## Question

A hydrogen bond worth several kcal/mol shifts only a few hundredths of an electron from one molecule to the other. The shift is easy to compute, and it is tempting to read it as a measure of how strongly two molecules hold each other. The table allows a test of that reading.

Gas-phase pairs of neutral closed-shell molecules, PySCF 2.14.0, TPSS/6-311+G(d,p), with counterpoise-corrected interaction energies between frozen fragments and a separate D3(BJ) dispersion correction. Electrons to the second fragment are Hirshfeld values, positive for a gain; electrons displaced come from the density difference in the dimer basis.

```tsv
system	geometry level	atoms in first fragment	interaction energy (kcal/mol)	dispersion correction (kcal/mol)	electrons to second fragment (e)	electrons displaced (e)
[SiH3]O.OC=O	GFN2-xTB	6	-6.870	-1.770	0.043	0.154
N.FCF	GFN2-xTB	4	-1.710	-0.830	0.022	0.096
FCF.CF	GFN2-xTB	5	-0.380	-0.770	0.002	0.025
[SiH3][SiH3].CCl	GFN2-xTB	8	-0.100	-2.730	-0.011	0.049
[H][H].P	not relaxed	2	0.330	-0.480	-0.001	0.006
FF.ClCl	not relaxed	2	1.850	-0.580	0.001	0.019
```

From top to bottom the pairs are silanol with formic acid, ammonia with difluoromethane, difluoromethane with fluoromethane, disilane with chloromethane, hydrogen with phosphine, and fluorine with chlorine. A negative energy means attraction. The interaction energy comes from the functional alone, and the total is its sum with the dispersion correction.

(a) Suppose that the passage of electrons from a filled level of one molecule into an empty level of the other were the whole source of binding. How would energy and transfer then be related, and do the pairs obey this relation?

(b) Where does the pair of disilane and chloromethane stand in the order of binding, before and after the dispersion correction, and why?

(c) What can be learned from the two pairs whose geometry was not relaxed?

## Model answer

**(a)** Take a filled level holding two electrons on the donor and an empty level on the acceptor, higher by a gap D. A weak coupling F mixes the two, so that each electron is found on the acceptor with probability (F/D)². The transfer is therefore q = 2(F/D)², and perturbation theory gives the energy as −2F²/D. Dividing one by the other removes the coupling: energy = −D × q. Bonds of a similar kind should then show a similar energy per transferred electron.

For silanol with formic acid, 6.87 kcal/mol divided by 0.043 electrons is about 160 kcal/mol per electron. Since 1 eV is about 23 kcal/mol, the gap would be about 7 eV, which is a believable distance between a filled and an empty level. Now carry this value over to ammonia with difluoromethane. Its 0.022 transferred electrons should give about 3.5 kcal/mol, but the functional gives 1.71, half as much.

The relation gets the order of the first three pairs right, but not all the proportions. The third pair happens to fit: its 0.002 electrons should give about 0.3 kcal/mol, and the functional gives 0.38. So small a transfer is uncertain, however, and the agreement proves little. The ammonia pair clearly does not fit. From the ammonia pair to the silanol pair the transfer doubles, while the functional's binding grows fourfold. A separate gap for each pair could repair this, but the ammonia pair would then need one of only about 3.4 eV, which is small for two stable closed-shell molecules. Electron transfer may well contribute to both bonds, but it is unlikely to be the only thing that sets their strength.

What the first three pairs share is a hydrogen atom that carries some positive charge and lies near an atom with lone pairs. The positive hydrogen and the electron-rich atom attract each other even before any electron has moved. Their fields then polarise both molecules, and where the clouds overlap, some lone-pair density leaks towards the molecule that offers the hydrogen. All these effects grow as the hydrogen becomes more positive and the contact shorter, so binding and transfer rise together without one being the measure of the other.

The contacts fit this picture, although the calculation does not divide the energy into these parts. Formic acid offers an O–H group, whose hydrogen is much more positive than that of a C–H group, and it comes within about 1.7 Å of the silanol oxygen. In the ammonia pair a C–H group approaches nitrogen to about 2.1 Å. In the third pair, two C–H groups stay about 2.7 Å from fluorine, which holds its lone pairs tightly, and both binding and transfer are small.

**(b)** With the functional alone, disilane and chloromethane are the most weakly bound of the four relaxed pairs, at only 0.10 kcal/mol. The dispersion correction adds 2.73 kcal/mol and lifts the pair from fourth place to second. Its lead over the ammonia pair is only about 0.3 kcal/mol, too little to be trusted with geometries from a semi-empirical method. That it belongs near the ammonia pair and not at the bottom is the safer conclusion.

Dispersion is the attraction between fluctuating charge clouds, and it needs neither a positive hydrogen nor a lone pair. It grows with the number of easily polarised electrons that lie close together. Silicon and chlorine have large, soft clouds, and disilane has two silicon atoms. The small fluorine compounds and ammonia hold their electrons more tightly, and their dispersion corrections are only about 0.8 kcal/mol.

The second and third pairs show how separate the two kinds of attraction are. Their dispersion corrections are almost equal, yet the functional's binding differs more than fourfold. From the second pair to the third, fluorine replaces nitrogen as the partner of the C–H group, and the C–H group itself now belongs to fluoromethane instead of difluoromethane. Together these changes weaken the polar contact and leave the dispersion nearly as it was. Dispersion thus makes up a third of the total in the ammonia pair and two thirds in the next one.

The direction of transfer in the disilane pair is nothing unusual. Chlorine faces a silicon atom at about 3.6 Å, and chloromethane gives electrons to disilane, just as the molecule offering the lone pair gives them in the first three pairs. The minus sign in the table appears only because disilane is listed first. What is irregular is the amount of charge that moves for so little binding. The pair displaces about twice as many electrons as difluoromethane with fluoromethane, although the functional binds it less. By the relation in (a), its energy per transferred electron would mean a gap of only 0.4 eV, far too small for two stable closed-shell molecules. A likely reason, which the energies do not separate, is that repulsion between the large clouds pushes electrons aside and at the same time cancels most of the functional's attraction.

**(c)** The last two pairs are starting arrangements of a search, so their energies describe chosen positions and not complexes. Hydrogen faces the hydrogen atoms of phosphine instead of its lone pair. Fluorine lies beside the chlorine molecule, with the nearest atoms inside their usual touching distance. The positive energies do not show that these molecules cannot bind. With the dispersion correction, hydrogen and phosphine even attract each other slightly in the chosen position.

The fluorine–chlorine pair still teaches something about displaced electrons. Its total energy is repulsive by about 1.3 kcal/mol, yet it displaces 0.019 electrons, not far below the 0.025 of the weakly bound difluoromethane pair. Clouds that are pressed together have to rearrange, whether or not the molecules attract each other. The amount of displaced charge therefore does not even tell the sign of the energy.

## Remarks on the reasoning

The common mistake is to see energy and transfer fall together in the first three rows and to conclude that transfer makes the bond. A common cause can explain the same order. The useful step is to ask for proportionality, because the two-level picture predicts it for pairs with similar gaps, while a common cause need not produce it. When one shared gap is fitted to the functional's energies of the four relaxed pairs, the typical error is 1.1 kcal/mol, more than the whole functional binding of the two weakest; the output below gives the details.

A second mistake is to treat the weak link between displaced electrons and total binding as a discovery about dispersion. In this calculation the correction is added after the electron density has been found, so it cannot move any charge. In nature dispersion does distort the clouds slightly. The division of the total is also one of method: a functional that describes dispersion itself would place part of the correction in its own energy.

A good answer also separates displacement from transfer. In the silanol, ammonia and disilane pairs, only about a quarter of the displaced charge appears as a net gain of one molecule. Most of the rest is rearrangement within each molecule or movement that cancels between them. The net figure depends, moreover, on how the density in the overlap region is divided, so differences of a few thousandths of an electron deserve no explanation. Functionals without exact exchange, such as TPSS, also tend to let electrons spread too far, so the transfers are probably somewhat too large.

The energies hold for molecules kept frozen in the shape they have in the complex. The cost of bending and stretching them into that shape is left out, and it would make the binding somewhat weaker. It usually matters most for a strong hydrogen bond, where the O–H bond is stretched. Each pair was also computed in a single arrangement, and another one might bind more strongly. The silanol pair's lead of about 6 kcal/mol over the others is large enough to make a change of first place unlikely.

The reasoning carries over to a neighbouring series, pairs of longer and longer alkanes. They have no strongly positive hydrogen and no lone pair, so the net transfer stays close to zero. Their binding nevertheless grows steadily with the length over which the chains touch. A table of transferred electrons would miss that trend altogether.

Disilane is also a precursor for silicon films, and silanol groups cover the surface of silicon oxide. These gas-phase pairs give no adsorption energies, but they do show what to watch for. When a precursor rests on a surface before it reacts, a functional without dispersion may miss most of the attraction, as it does in the third and fourth pairs here.

Numerical output:

```
Total binding and contact:
               row  total energy with D3 (kcal/mol)  density at strongest contact (e/bohr3)
      [SiH3]O.OC=O                            -8.64                                   0.041
             N.FCF                            -2.54                                   0.026
            FCF.CF                            -1.15                                  0.0051
  [SiH3][SiH3].CCl                            -2.83                                  0.0071
          [H][H].P                            -0.15                                  0.0043
           FF.ClCl                             1.27                                   0.013
D3 share of total, silanol with formic acid (%): 20.49
D3 share of total, ammonia with difluoromethane (%): 32.68
D3 share of total, difluoromethane with fluoromethane (%): 66.96
D3 share of total, disilane with chloromethane (%): 96.47
Functional binding, silanol pair over ammonia pair (ratio): 4.018
Net transfer, silanol pair over ammonia pair (ratio): 1.955
Electrons displaced, silanol pair over ammonia pair (ratio): 1.604
Electrons displaced, disilane pair over difluoromethane-fluoromethane pair (ratio): 1.96
Functional binding per transferred electron, silanol pair (eV): 6.928
Functional binding per transferred electron, ammonia pair (eV): 3.371
Functional binding per transferred electron, disilane pair (eV): 0.3942
Net transfer as share of electrons displaced, silanol pair (%): 27.92
Net transfer as share of electrons displaced, ammonia pair (%): 22.92
Net transfer as share of electrons displaced, disilane pair (%): 22.45
Lead of disilane pair over ammonia pair in total binding (kcal/mol): 0.29
fit of interaction_energy on 4 rows (relaxed): coefficient of transfer -136.2 +/- 25; rms 1.08, worst [SiH3][SiH3].CCl -1.4, leave-one-out rms 2.31
  rows outside the fit (model, value, miss): [H][H].P -0.1362, 0.33, -0.466; FF.ClCl -0.1362, 1.85, -1.99
Common gap from the fit (eV): 5.908
```
